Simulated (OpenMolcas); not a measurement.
**How basis sets differ on GeH3S (SMILES [S][GeH3])**

The species is GeH3S (5 atoms), meant as a doublet with charge 0. SMILES: `[S][GeH3]`. Geometry: relaxed at PBE0-D4/def2-TZVP.

Quantity: the dipole moment, in D. The values are calculated.

```
        level          kind     program  value (D)  CPU time
   UHF/STO-3G  Hartree–Fock  OpenMolcas       0.79     3.7 s
    UHF/3-21G  Hartree–Fock  OpenMolcas       2.38     3.3 s
 UHF/def2-SVP  Hartree–Fock  OpenMolcas       1.46      10 s
UHF/def2-SVPD  Hartree–Fock  OpenMolcas       1.49      24 s
```

All-electron rows without a relativistic Hamiltonian named are non-relativistic. The values span 0.79 to 2.38 D. Magnitudes only: a small dipole may point the other way at some levels. Sets without polarisation functions give poor dipoles. CPU times are rough (shared hosts, several kinds of processor): they show what a rung costs within a factor of a few.

The dipole does not move steadily with basis size: it rises from 0.79 D with STO-3G to 2.38 D with 3-21G, then falls to 1.46 D with def2-SVP. Adding diffuse functions to the last set barely changes it, giving 1.49 D. Sulfur is more electronegative than germanium, so a polar Ge–S bond is expected, with the unpaired electron mainly in a sulfur 3p orbital perpendicular to it. The net moment also depends on how the sulfur lone pairs and the GeH3 group polarise, which probably explains the swing: a minimal set restricts charge redistribution, while a split valence set allows charge transfer but lacks the angular flexibility to balance it. The small diffuse effect suits a compact neutral radical, whose outer density matters less than an anion's would. The agreement between the two largest sets supports only a modest sensitivity to diffuse functions at this level, and leaves open how far electron correlation would shift the moment.
